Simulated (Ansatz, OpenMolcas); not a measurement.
**CH5BClNO: a line through the functionals**

CH5BClNO has 10 atoms, charge 0, and is taken as a singlet. As SMILES, `NB(Cl)CO`. The shape is that of a PBE0-D4/def2-TZVP optimisation. This is a higher conformer, about 10 kJ/mol above the lowest found by a separate search.

The vertical energy of the triplet above the singlet y, in eV, basis 6-31G(d); a is the functional's share of exact exchange. Programs: Ansatz 0.2.0, OpenMolcas 26.06.

| functional | program | a | y (eV) |
| --- | --- | --- | --- |
| r2SCAN | Ansatz | 0 | 5.81 |
| TPSS | OpenMolcas | 0 | 5.70 |
| B3LYP | Ansatz | 0.2 | 6.16 |
| r2SCAN0 | Ansatz | 0.25 | 6.23 |
| PBE0 | Ansatz | 0.25 | ? |
| BHLYP | Ansatz | 0.5 | 6.67 |

Task: Fit y = c + s·a to the known rows and predict PBE0.

Result: 
1. Means of the 5 rows: a = 0.1900, y = 6.114.
2. Σ(Δa)² = 0.172, Σ(Δa·Δy) = 0.3162, so the slope is 0.3162/0.172 = 1.8384.
3. Intercept: 6.114 − (1.8384) × 0.1900 = 5.765. The largest residual of the fit is 0.065.
4. PBE0: 5.765 + (1.8384) × 0.25 = 6.22 eV.

The run gave 6.18 eV, so the prediction is off by +0.04 eV, within the largest residual. The rows mix families of semi-local functionals, which the line can't see.

The singlet-triplet gap widens at every step up in exact exchange. The cleanest evidence is the pair r2SCAN and r2SCAN0, which share a semi-local parent and a program; their rise is slightly less steep than the fitted line, so part of the fitted slope probably reflects the choice of functionals rather than exchange alone. The direction is not self-evident, since exact exchange without matching correlation tends to favour parallel spins and so to lower a triplet. Here another effect must outweigh that. In an aminoborane the nitrogen lone pair donates into the empty boron p orbital, which strengthens the B–N link and pushes the π* level up, leaving lone pairs on oxygen and chlorine as competing donor levels. The excitation therefore probably moves charge towards boron or into a diffuse orbital, a type of transition that semi-local functionals tend to place too low. The good PBE0 prediction supports interpolation among similar hybrids, but it does not show which share of exchange gives the true gap.
